# Scattering from a self-affine surface without cutoff

## Statement of the result

**Conventions.** The mean surface is the plane $z=0$, the medium fills $z<z(\mathbf r)$ with $\mathbf r=(x,y)$, and vacuum lies above. The wave-vector transfer is $\mathbf q=\mathbf k_f-\mathbf k_i=(\mathbf q_\parallel,q_z)$, with $|\mathbf k_i|=|\mathbf k_f|=k=2\pi/\lambda$, $q_z>0$ and $q_\parallel=|\mathbf q_\parallel|$. Glancing angles $\theta_i,\theta_f$ are counted from the mean surface, $x$ lies in the plane of incidence, and $\varphi$ is the azimuth of the scattered beam out of that plane. The scattering-length density $\rho$ is $r_e n_e$ for X-rays (classical electron radius times electron density) and $\sum_j n_j b_j$ for neutrons. Lengths are in Å.

**Premises.**

1. First Born approximation: each volume element scatters the unperturbed incident wave once.
2. The medium is a uniform half-space bounded by a single-valued height $z(\mathbf r)$.
3. The height differences $\Delta(\mathbf R)=z(\mathbf r+\mathbf R)-z(\mathbf r)$ are statistically homogeneous, isotropic and Gaussian with zero mean.
4. Their variance is $g(R)=\langle\Delta^2\rangle=AR^{2h}$ at all $R$, with $0<h\le1$ and $A$ in Å$^{2-2h}$.

**Result.** For an illuminated area $\mathcal A$, $d\sigma/d\Omega=\mathcal A\,\rho^2 S(\mathbf q)$, where

$$S=\frac{2\pi\ell^2}{q_z^2}\,\Phi_h(q_\parallel \ell),\qquad \ell=\left(\frac{2}{Aq_z^2}\right)^{1/2h},\qquad \Phi_h(u)=\int_0^\infty s\,e^{-s^{2h}}J_0(us)\,ds .\tag{1}$$

Equivalently

$$S=q_z^{-2-2/h}\,F\!\left(q_\parallel/q_z^{1/h}\right),\qquad F(v)=2\pi\,(2/A)^{1/h}\,\Phi_h\!\left[(2/A)^{1/2h}v\right].\tag{2}$$

There is no delta function at $\mathbf q_\parallel=0$: the specular rod is replaced by a ridge whose height falls as $q_z^{-2-2/h}$ and whose width grows as $q_z^{1/h}$. Two cases are elementary:

$$h=\tfrac12:\; S=\frac{\pi A}{\left(q_\parallel^2+A^2q_z^4/4\right)^{3/2}},\qquad h=1:\; S=\frac{2\pi}{Aq_z^4}\exp\!\left(-\frac{q_\parallel^2}{2Aq_z^2}\right).\tag{3}$$

For $h<1$ the wings are independent of $q_z$,

$$S\to\pi C_hA\,q_\parallel^{-2-2h},\qquad C_h=2^{1+2h}\,\Gamma(1+h)^2\sin(\pi h)/\pi .\tag{4}$$

Integration over $q_y$ by a long slit gives

$$S_1(q_x,q_z)=\int_{-\infty}^{\infty} S\,dq_y=\frac{4\pi\ell}{q_z^2}\Psi_h(q_x\ell),\qquad \Psi_h(u)=\int_0^\infty e^{-s^{2h}}\cos(us)\,ds,\tag{5}$$

so that the ridge falls as $q_z^{-(2+1/h)}$. If the sample intercepts the whole beam, the count rate divided by the incident rate carries one more factor $1/q_z$ and falls as $q_z^{-(3+1/h)}$. The treatment goes back to Sinha, Sirota, Garoff and Stanley (1988).

## Derivation

### The height-difference function

A surface is self-affine if stretching lateral lengths by $\eta$ and heights by $\eta^h$ leaves the statistics of $\Delta$ unchanged. Then $g(\eta R)=\eta^{2h}g(R)$, and setting $R=1$ Å gives premise 4. The bound on $h$ follows from the triangle inequality for root-mean-square values: $\Delta(2\mathbf R)$ is the sum of two successive differences over $\mathbf R$, so $\sqrt{g(2R)}\le2\sqrt{g(R)}$, that is $2^h\le2$. Since $g$ grows without limit, such a surface has no finite rms roughness, and only height differences may enter the result.

### Born amplitude

By premises 1 and 2 the amplitude is, up to a sign, the Fourier transform of $\rho$ over the medium. The depth integral converges once a weak damping $e^{\epsilon z'}$ is included, which stands for absorption over many periods $2\pi/q_z$:

$$\int_{-\infty}^{z}e^{(-iq_z+\epsilon)z'}dz'=\frac{e^{(-iq_z+\epsilon)z}}{-iq_z+\epsilon}\;\to\;\frac{i}{q_z}e^{-iq_zz}.$$

Hence

$$f(\mathbf q)=\frac{i\rho}{q_z}\int_{\mathcal A}d^2r\;e^{-i\mathbf q_\parallel\cdot\mathbf r}\,e^{-iq_zz(\mathbf r)},\qquad \frac{d\sigma}{d\Omega}=\langle|f|^2\rangle .$$

For X-rays a polarisation factor multiplies the cross-section. It is close to one at glancing angles and is omitted.

### Ensemble average

The product $ff^*$ is a double integral over $\mathbf r'$ and $\mathbf r$ that contains the heights only through $\Delta(\mathbf R)$, $\mathbf R=\mathbf r'-\mathbf r$. For a Gaussian variable of zero mean and variance $g$, completing the square gives

$$\langle e^{-iq_z\Delta}\rangle=\int\frac{d\Delta}{\sqrt{2\pi g}}\,e^{-\Delta^2/2g-iq_z\Delta}=e^{-q_z^2g/2}.$$

By homogeneity this does not depend on $\mathbf r$. For a rectangle $L_x\times L_y$ the integral over $\mathbf r$ at fixed $\mathbf R=(X,Y)$ yields $\mathcal A(1-|X|/L_x)(1-|Y|/L_y)$. The factor $e^{-q_z^2g/2}$ confines $R$ to a few $\ell$, so for $L_x,L_y\gg\ell$ the brackets equal one and the limits go to infinity:

$$S(\mathbf q)=\frac1{q_z^2}\int d^2R\;e^{-Aq_z^2R^{2h}/2}\,e^{-i\mathbf q_\parallel\cdot\mathbf R}.\tag{6}$$

The integrand is absolutely integrable, so $S$ is bounded and continuous in $\mathbf q_\parallel$. This proves the absence of a delta function, which would need a constant limit of the integrand at large $R$.

### Scaling form

The angular integral is $\int_0^{2\pi}e^{-iq_\parallel R\cos\psi}d\psi=2\pi J_0(q_\parallel R)$. The definition of $\ell$ makes $Aq_z^2R^{2h}/2=(R/\ell)^{2h}$, and the substitution $R=\ell s$ turns (6) into (1). Writing $\ell=(2/A)^{1/2h}q_z^{-1/h}$ gives (2). The length $\ell$ is the separation at which the rms height difference equals $\sqrt2/q_z$, beyond which two points scatter with unrelated phases.

The exponents do not rest on Gaussian statistics. For any isotropic self-affine surface $\Delta$ is distributed as $R^h$ times a fixed random variable, so $\langle e^{-iq_z\Delta}\rangle$ is a function of $q_zR^h$ alone. If it is integrable over the plane, the substitution $R=q_z^{-1/h}s$ gives the first equation of (2) with another $F$.

On the ridge, $y=s^{2h}$ gives $s\,ds=y^{1/h-1}dy/2h$, so

$$\Phi_h(0)=\frac{\Gamma(1/h)}{2h},\qquad S(0,q_z)=\frac{\pi}{h}\,\Gamma(1/h)\left(\frac2A\right)^{1/h}q_z^{-2-2/h}.\tag{7}$$

### Sum rule

Integrating (6) over $\mathbf q_\parallel$ produces $(2\pi)^2\delta^2(\mathbf R)$, and $g(0)=0$, so

$$\int S\,d^2q_\parallel=\frac{4\pi^2}{q_z^2}.\tag{8}$$

A flat surface, $g=0$, has $S=4\pi^2\delta^2(\mathbf q_\parallel)/q_z^2$ with the same weight. Roughness redistributes this weight over an area of order $\ell^{-2}$, which accounts for the factor $\ell^2$ in the ridge height.

### Closed forms

*Case $h=1/2$.* Inserting $J_0(us)=\pi^{-1}\int_0^\pi e^{ius\cos\psi}d\psi$ gives

$$\int_0^\infty e^{-as}J_0(us)\,ds=\frac1\pi\int_0^\pi\frac{d\psi}{a-iu\cos\psi}=\frac1\pi\int_0^\pi\frac{a\,d\psi}{a^2+u^2\cos^2\psi}=\frac{1}{\sqrt{a^2+u^2}} ,$$

where the imaginary part is odd about $\psi=\pi/2$ and the last step uses $t=\tan\psi$. Applying $-\partial/\partial a$ at $a=1$ yields $\Phi_{1/2}=(1+u^2)^{-3/2}$. With $1/\ell=Aq_z^2/2$,

$$S=\frac{2\pi\ell^2}{q_z^2}\,\frac{\ell^{-3}}{(q_\parallel^2+\ell^{-2})^{3/2}},$$

and $2\pi/(\ell q_z^2)=\pi A$ gives the first form in (3).

*Case $h=1$.* The integrand of (6) factorises, $e^{-s^2}=e^{-s_x^2}e^{-s_y^2}$, and each factor transforms to $\sqrt\pi\,e^{-u_j^2/4}$. Thus $2\pi\Phi_1=\pi e^{-u^2/4}$, and $\ell^2=2/(Aq_z^2)$ gives the second form. Here equality holds in the triangle inequality, so each member of the ensemble is a tilted plane. The slope components are Gaussian with variance $A$, and each plane reflects specularly into $|\mathbf q_\parallel|/q_z$ equal to its slope. A real sample shows this profile only if the beam covers many independently tilted facets.

The half widths at half maximum are $u_{1/2}=(2^{2/3}-1)^{1/2}=0.766$ for $h=1/2$ and $2\sqrt{\ln2}=1.665$ for $h=1$.

### Series for general $h$

The Mellin transform of the Bessel function is $\int_0^\infty t^{p-1}J_0(t)\,dt=2^{p-1}\Gamma(p/2)/\Gamma(1-p/2)$. For $0<\operatorname{Re}p<1/2$ the double integral converges absolutely and the order may be exchanged:

$$M(p)=\int_0^\infty u^{p-1}\Phi_h\,du=\frac{2^{p-1}\Gamma(p/2)}{\Gamma(1-p/2)}\int_0^\infty s^{1-p}e^{-s^{2h}}ds=\frac{2^{p-1}\Gamma(p/2)}{\Gamma(1-p/2)}\,\frac{1}{2h}\,\Gamma\!\left(\frac{2-p}{2h}\right).$$

The inverse is $\Phi_h=(2\pi i)^{-1}\int M(p)u^{-p}dp$ along a vertical line. On such lines the ratio of the first two gamma functions varies as a power of $|\operatorname{Im}p|$ and the third decays as $e^{-\pi|\operatorname{Im}p|/4h}$, so the line may be shifted, and each pole crossed adds a term.

To the left lie the poles of $\Gamma(p/2)$ at $p=-2n$, with residue $2(-1)^n/n!$:

$$\Phi_h(u)=\frac1{2h}\sum_{n\ge0}\frac{(-1)^n}{(n!)^2}\,\Gamma\!\left(\frac{n+1}{h}\right)\left(\frac u2\right)^{2n}.\tag{9}$$

The ratio of successive terms behaves as $(n/h)^{1/h}u^2/4n^2$, so (9) converges for all $u$ if $h>1/2$, for $u<1$ if $h=1/2$, and is only asymptotic if $h<1/2$.

To the right lie the poles of the last gamma function at $p=2+2hm$, with residue $-2h(-1)^m/m!$, and the clockwise sense supplies a further minus sign. The pole $m=0$ is cancelled by the zero of $1/\Gamma(1-p/2)$. With $1/\Gamma(-x)=-\Gamma(1+x)\sin(\pi x)/\pi$,

$$\Phi_h(u)\sim\frac1\pi\sum_{m\ge1}\frac{(-1)^{m+1}}{m!}\,2^{1+2hm}\,\Gamma(1+hm)^2\sin(\pi hm)\,u^{-2-2hm}.\tag{10}$$

This converges for $h<1/2$ and is asymptotic for $h>1/2$. The term $m=1$ is $C_hu^{-2-2h}$. Inserted in (1) it carries $\ell^{-2h}/q_z^2=A/2$, which gives (4). For $h=1/2$, $C_h=1$ and the wing is $\pi A/q_\parallel^3$, as in (3). For $h=1$ every term vanishes, as it must for a Gaussian.

The wing is the power spectral density of the heights. Define $W$ by $g(R)=2\int W(q)\,(1-\cos\mathbf q\cdot\mathbf R)\,d^2q/(2\pi)^2$. For $W=\pi C_hAq^{-2-2h}$ this becomes $C_hAR^{2h}\int_0^\infty t^{-1-2h}(1-J_0)\,dt$. The integral is minus the Mellin transform of $J_0$ continued to $p=-2h$, namely $-2^{-1-2h}\Gamma(-h)/\Gamma(1+h)=1/C_h$, so $g=AR^{2h}$ is recovered.

### Slit integration

Integrating (6) over $q_y$ gives $2\pi\delta(Y)$, which leaves

$$S_1=\frac{2\pi}{q_z^2}\int_{-\infty}^\infty e^{-(|X|/\ell)^{2h}}e^{-iq_xX}dX ,$$

and $X=\ell s$ gives (5). Only one power of $\ell$ remains. With $\Psi_h(0)=\Gamma(1+1/2h)$,

$$S_1(0,q_z)=4\pi\,\Gamma\!\left(1+\frac1{2h}\right)\left(\frac2A\right)^{1/2h}q_z^{-2-1/h}.\tag{11}$$

Elementary integration gives $\Psi_{1/2}=1/(1+u^2)$ and $\Psi_1=\tfrac12\sqrt\pi\,e^{-u^2/4}$, so that

$$S_1=\frac{2\pi A}{q_x^2+A^2q_z^4/4}\;\;(h=\tfrac12),\qquad S_1=\frac{(2\pi)^{3/2}}{A^{1/2}q_z^3}\,e^{-q_x^2/2Aq_z^2}\;\;(h=1).$$

### From cross-section to count rate

The components are $q_x=k(\cos\theta_f\cos\varphi-\cos\theta_i)$, $q_y=k\cos\theta_f\sin\varphi$, $q_z=k(\sin\theta_i+\sin\theta_f)$, and $d\Omega=\cos\theta_f\,d\theta_f\,d\varphi$. A beam of cross-section $\mathcal A_0$ that falls wholly on the sample lights the area $\mathcal A=\mathcal A_0/\sin\theta_i$, so

$$\frac{I}{I_0}=\frac{\rho^2}{\sin\theta_i}\int S\,d\Omega .$$

For a flat surface the Jacobian gives $d\Omega=d^2q_\parallel/(k^2\sin\theta_f)$, and (8) with $q_z=2k\sin\theta$ yields $R_F=16\pi^2\rho^2/q_z^4$. This is the large-$q_z$ limit $q_c^4/16q_z^4$ of the Fresnel reflectivity, with $q_c^2=16\pi\rho$, and confirms the normalisation.

Now take a slit that is long in $\varphi$ and accepts a small $\Delta\theta_f$. Along the slit $q_z$ is constant, $d\Omega=\Delta\theta_f\,dq_y/k$ for $\varphi\ll1$, and $q_x$ drifts by about $-q_y^2/2k$, which is negligible against $1/\ell$ when $k\ell\gg1$. If also $q_z\Delta\theta_f\,\ell/2\ll1$, then at $\theta_i=\theta_f$

$$\frac{I}{I_0}=\frac{2\rho^2\Delta\theta_f}{q_z}S_1(0,q_z)\propto q_z^{-3-1/h},\qquad \frac{I}{I_0R_F}=\frac{\Gamma(1+1/2h)}{2\pi}\,q_z\ell\,\Delta\theta_f .\tag{12}$$

If instead the sample is smaller than the footprint and fully bathed, $\mathcal A$ is constant and the count rate follows $S_1$ itself.

## Range of validity

**Refraction.** The Born approximation needs $\theta_i$ and $\theta_f$ well above the critical angle. The small parameter on the ridge is $(q_c/q_z)^2$. Its effect can be sized with the distorted-wave form of the cross-section, in which $S$ is taken at $q_z'=(q_z^2-q_c^2)^{1/2}$ and multiplied by the transmission factor $[2q_z/(q_z+q_z')]^4$. For $q_z\sigma\gg1$, with $\sigma$ the rms roughness introduced next, this form is itself approximate and serves only as an estimate.

**Upper cutoff.** On a real film $g$ saturates at $2\sigma^2$ beyond a correlation length $\xi$. For the common model $g=2\sigma^2[1-e^{-(R/\xi)^{2h}}]$ the short-range part has $A=2\sigma^2/\xi^{2h}$, so $\ell=\xi(q_z\sigma)^{-1/h}$. The integrand of (6) tends to $e^{-q_z^2\sigma^2}$, which restores a specular delta function of that relative weight. With $y=(R/\ell)^{2h}$ the exponent is $-y+y^2/(2q_z^2\sigma^2)-\dots$, and averaging $y^2$ with the weight $y^{\nu-1}e^{-y}$ raises the ridge by the relative amount

$$\delta=\frac{\nu(\nu+1)}{2q_z^2\sigma^2},\qquad \nu=\frac1h\ \text{(point detector)},\quad \nu=\frac1{2h}\ \text{(slit)}.\tag{13}$$

The coefficient depends on the cutoff model. The condition $q_z\sigma\gg1$, or $\ell\ll\xi$, does not.

**Lower cutoff.** The power law and the continuum description need $\ell$ well above the atomic spacing and $q_zd_s\ll1$ for the step height $d_s$. For a stepped surface $q_z^2d_s^2/2$ is replaced by expressions such as $1-\cos q_zd_s$, a relative change of $(q_zd_s)^2/12$.

**Instrument.** The coherence lengths along the surface must exceed $\ell$. The exponent $-(2+2/h)$ needs a resolution finer than $1/\ell$ in both directions, and $-(2+1/h)$ needs a slit with $k\varphi_{\max}\ell\gg1$. In the plane of incidence the horizon limits a rocking scan to $|q_x|\le q_z^2/2k$.

**Single interface.** A film has a second interface, whose scattering must be attenuated or separated.

## Numerical illustration: evaporated Ag film on quartz

The inputs $h=0.8$, $\sigma=20$ Å, $\xi=400$ Å and thickness $d=1000$ Å are illustrative, chosen to be typical of silver evaporated at room temperature. The numbers below are the model's, not those of a particular film. The radiation is Cu K$\alpha_1$, $\lambda\approx1.5406$ Å, so $k=4.078$ Å$^{-1}$. The slit has $\Delta\theta_f=1$ mrad and $\varphi_{\max}=40$ mrad.

With an approximate fcc lattice constant of 4.086 Å and $Z=47$, $n_e=2.756$ Å$^{-3}$, $\rho=7.77\times10^{-5}$ Å$^{-2}$ and $q_c=0.0625$ Å$^{-1}$. The real dispersion correction is neglected. An approximate $f''=4.3$ changes $|\rho|^2$ by 0.8 % and gives the absorption coefficient $\mu=2\lambda r_en_ef''/Z=2.19\times10^{-5}$ Å$^{-1}$.

The amplitude is $A=2\sigma^2/\xi^{1.6}=0.0549$ Å$^{0.4}$. For $h=0.8$, $\Phi_h(0)=0.5665$, $\Psi_h(0)=0.8966$, $C_h=0.984$, and (9) gives $u_{1/2}=1.410$. The exponents are $-4.5$ for $S$, $-3.25$ for $S_1$ and $-4.25$ for $I/I_0$.

| $q_z$ (Å$^{-1}$) | 0.2 | 0.3 | 0.4 |
|---|---|---|---|
| $\ell$ (Å) | 70.7 | 42.6 | 29.7 |
| $u_{1/2}/\ell$ (Å$^{-1}$) | 0.0199 | 0.0331 | 0.0474 |
| $S(0,q_z)$ ($10^4$ Å$^4$) | 44.5 | 7.18 | 1.97 |
| $S_1(0,q_z)$ ($10^3$ Å$^3$) | 19.9 | 5.33 | 2.09 |
| $I/I_0$ ($10^{-7}$) | 12.0 | 2.14 | 0.631 |
| $\delta$, slit, first order | 0.032 | 0.014 | 0.008 |
| $(q_c/q_z)^2$ | 0.098 | 0.043 | 0.024 |

The rows for $S$, $S_1$ and $I/I_0$ evaluate the no-cutoff formulas, and the last two rows show that their third figure has no physical weight. Doubling $q_z$ lowers them by factors of 22.6, 9.51 and 19.0.

**Width.** At $q_z=0.3$ Å$^{-1}$, where $\theta=2.11^\circ$, the horizon lies at $q_x=0.0110$ Å$^{-1}$, or $u=0.47$, where $\Psi_h$ has only fallen to 0.93 of its peak. A rocking scan therefore cannot resolve the ridge. An out-of-plane scan with a point detector can, since the half width corresponds to $\varphi=8.1$ mrad. The wing (4) is approached slowly: the ratio of the second to the first term of (10) is $5.78\,u^{-1.6}$, still 0.145 at $u=10$.

**Slit and other small terms.** At $q_z=0.4$ Å$^{-1}$ the slit reaches $u=4.85$ and misses about 1 % of $S_1$, from the integral of (9). The polarisation factor of an unpolarised beam differs from one by 0.5 %. With the (111) spacing 2.36 Å as step height, $(q_zd_s)^2/12=0.07$, so the continuum description is near its limit at the upper end of the range.

**Apparent exponent.** Between 0.2 and 0.4 Å$^{-1}$ the logarithmic slope steepens by about 0.11 through the transmission factor, 0.18 through the replacement of $q_z$ by $q_z'$ in $S_1$, and 0.03 through (13), about 0.3 in all. Read with (12) uncorrected, the slope would return $h\approx0.6$ for the input 0.8. Refraction thus has to be allowed for before $h$ is quoted for a medium as dense as silver.

**Buried interface.** The compiled lattice constants of $\alpha$-quartz at 298 K, $a=4.9137$ Å and $c=5.4047$ Å (Sutter 2016), give a cell volume of 113.01 Å$^3$. Three SiO$_2$ units hold 90 electrons, so $n_e=0.796$ Å$^{-3}$. The squared Ag/quartz contrast relative to Ag/vacuum is 0.506. At $q_z=0.3$ Å$^{-1}$ the two passes through the film transmit $e^{-2\mu d/\sin\theta}=0.30$, so the buried interface carries 0.15 of the weight (8). For an assumed substrate roughness of 5 Å the fraction $e^{-q_z^2(5\,\text{Å})^2}=0.105$ of this stays specular, which gives $0.016\,R_F$. The ridge of the free surface delivers only $1.8\times10^{-3}R_F$ by (12), with $R_F=1.18\times10^{-4}$, and its own specular remnant $e^{-36}$ is negligible. The substrate peak is thus about 9 times the ridge on the specular line. It is limited by resolution and is avoided by a rocking offset: 2 mrad means $u=0.026$ and lowers $\Psi_h$ by a fraction $2\times10^{-4}$. The diffuse part of the buried interface, of weight 0.14, remains. Its height near $q_x=0$ scales with its own lateral length in the way that (12) scales with $\ell$, so it can rival the ridge if the quartz is correlated over many $\ell$. A film of 5000 Å would cut the total buried weight to $1.3\times10^{-3}$.

For the stated inputs the model gives a slit-integrated ridge of about $2\times10^{-7}$ of the incident beam at $q_z=0.3$ Å$^{-1}$. By (12) it is proportional to $\xi\sigma^{-1/h}$, so it follows the morphology of the individual film.